Squeeze a crystal and its electrons are confined more tightly, so one might expect its gaps to widen, though not every gap in every crystal does. If all energies followed the kinetic energy of a confined electron, they would grow as 1/d², with d the distance between neighbouring atoms. In cubic boron nitride, shortening the bond from 1.563 to 1.475 Å would then raise every gap by 12 %. The calculation gives about 4 % for the band gap and 9 % for the least direct gap.

Cubic boron nitride (two-atom cell) at several volumes, calculated with Ansatz 0.2.0 using the HSE06 hybrid functional, PAW potentials, a 420 eV plane-wave cutoff and an 8×8×8 k mesh, without spin polarisation or spin–orbit coupling. The cell was relaxed with r2SCAN, then strained equally along all axes. Gaps are the smallest found on the mesh and at added high-symmetry k points.

```
volume (Å³/atom)  shortest distance (Å)  band gap (eV)  least direct gap (eV)
           4.946                  1.475          6.010                 11.495
           5.402                  1.520          5.902                 11.032
           5.552                  1.533          5.868                 10.890
           5.879                  1.563          5.794                 10.592
           6.061                  1.579          5.752                 10.433
           6.222                  1.593          5.715                 10.296
           6.634                  1.627          5.619                  9.963
           6.843                  1.644          5.571                  9.678
```

The two gaps differ because they end on different conduction states. Both start from the valence top, at the centre of the Brillouin zone (Γ). The band gap leads to a state at the zone boundary (X), so an electron crossing it must change its crystal momentum. The least direct gap is the smallest step at unchanged momentum, and where its position was recorded it lies at Γ.

Bonding theory offers a reason why the direct gap reacts strongly. The valence top is built from p orbitals in a bonding combination, and over most of the range the lowest conduction level at Γ is the antibonding partner. Longer bonds weaken the coupling that drives the two apart. Part of their separation comes from the different p energies of boron and nitrogen, which depend much less on bond length, and this is one reason the gap changes less than 1/d² suggests. It is not the whole reason: 1/d² is only a rough guide to the coupling itself, and diamond, which has no such difference, is expected to fall short of it at this gap too. A fixed p difference plus a 1/d² coupling would also make the response weaken as the cell expands, whereas the computed fall per relative volume change stays nearly constant until the last row.

The state at X follows the valence top more closely. At the smallest volume the conduction level at Γ lies 5.5 eV above the state at X, but at 6.634 Å³/atom only 4.3 eV. Theory leads us to expect some such difference, because the orbitals combine with other phases and another s–p mixture at X. How much each of these contributes is not settled by the gaps.

For a hand estimate, assume that a small relative change of volume shifts a gap by that change times a fixed energy a. This is a constant deformation potential, written here with a positive a (the usual definition, dE/d ln V, has the opposite sign):

dE = −a dV/V

Adding up the small steps gives E = E₀ − a ln(V/V₀), where E₀ is the gap at a reference volume V₀. For moderate changes the logarithm is nearly the volume change divided by the mean of the two volumes:

E ≈ E₀ − a x, with x = (V − V₀) / [(V + V₀)/2]

The reference is the unstrained cell at 5.879 Å³/atom. It was relaxed with another functional, r2SCAN; HSE06 itself would prefer a slightly smaller cell. The rows at 5.552 and 6.222 fix the slopes, rounded to a = 1.34 eV for the band gap and 5.2 eV for the direct gap. One per cent more volume therefore costs about 0.013 eV of the first and 0.05 eV of the second.

Take the most compressed cell, which played no part in setting the slopes:

x = (4.946 − 5.879) / 5.4125 = −0.1724
band gap ≈ 5.794 + 1.34 × 0.1724 = 6.025 eV
direct gap ≈ 10.592 + 5.2 × 0.1724 = 11.49 eV

The calculation gives 6.010 and 11.495 eV.

The expanded cell at 6.634 Å³/atom was not used for the slopes either:

x = (6.634 − 5.879) / 6.2565 = 0.1207
band gap ≈ 5.794 − 1.34 × 0.1207 = 5.632 eV
direct gap ≈ 10.592 − 5.2 × 0.1207 = 9.964 eV

Here the computed values are 5.619 and 9.963 eV.

Over the whole table the rule stays within 0.02 eV of the computed band gap, which itself changes by 0.44 eV. For this gap a is not quite constant: from row to row it grows from about 1.2 to 1.5 eV as the cell expands. A straight line in volume, falling by 0.228 eV per Å³/atom, allows for that and stays within about 0.003 eV. These are errors against the hybrid-functional calculation, not against experiment. Such functionals often make wide gaps too small, and the atoms are held still, without their zero-point motion.

For the direct gap the rule is good to 0.01 eV up to 6.634 Å³/atom, then misses the last row by 0.13 eV. The band energies at Γ suggest why. A second conduction level, which theory identifies as an antibonding combination of s orbitals, lies above the p-like one but falls about three times as fast on expansion, with a near 17 eV. Between 5.402 and 6.634 Å³/atom its height above the valence top drops from 13.67 to 10.17 eV.

Carried on in the same way, this level reaches 9.65 eV in the last row, close to the computed direct gap of 9.678 eV. It has then probably become the lowest conduction level at Γ, and the gap has changed its upper state. The crossing falls near 6.75 Å³/atom, a rough figure because it rests on a line through two points. The output below gives the estimates row by row.

In practice, use the rule for equal strain along all axes and for volumes within about 16 % of the reference. For the direct gap, stop at 6.6 Å³/atom, or estimate both conduction levels and take the lower. One slope serves a gap only as long as the same two states form it.

Numerical output:

```
fall of indirect gap per unit relative volume, from two rows (eV): 1.344
fall of direct gap per unit relative volume, from two rows (eV): 5.219
hand rule, estimate less computed value as miss (eV):
    row  relative volume change  indirect estimate  indirect miss  direct estimate  direct miss
  4.946                 -0.1724              6.025        0.01499            11.49     -0.00663
  5.402                -0.08457              5.907        0.00532            11.03   -0.0002518
  5.552                -0.05721              5.871       0.002665            10.89   -0.0004932
  5.879                       0              5.794              0            10.59            0
  6.061                 0.03049              5.753       0.001149            10.43     0.000474
  6.222                 0.05669              5.718       0.003036             10.3     0.001214
  6.634                  0.1207              5.632         0.0133            9.964     0.001493
  6.843                  0.1515              5.591        0.01993            9.804       0.1259
local fall per unit of ln V, from the row before (eV):
    row  indirect  direct
  5.402     1.225    5.25
  5.552     1.241   5.185
  5.879     1.293   5.207
  6.061     1.378   5.215
  6.222     1.411   5.226
  6.634     1.497   5.194
  6.843     1.547   9.188
largest indirect miss of hand rule, all rows (eV): 0.01993
largest direct miss of hand rule, without the last row where another level is inferred lowest (eV): 0.00663
slope of the straight line for the indirect gap (eV per Å³/atom): -0.2284
largest indirect miss of straight line in volume, all rows (eV): 0.002942
largest direct miss of straight line in volume, without the last row (eV): 0.07583
largest indirect miss of 1/d^2 scaling, all rows (eV): 0.496
largest direct miss of 1/d^2 scaling, without the last row (eV): 0.3986
single level above valence top at 5.402 and at 6.634 (eV): 13.67, 10.17
fall of single level per unit relative volume (eV): 17.04
single level carried on to the last row (eV): 9.646
rough volume where the single level becomes lowest at Gamma (Å³/atom): 6.752
Gamma conduction level above X edge at 4.946 and at 6.634 (eV): 5.485, 4.344
```
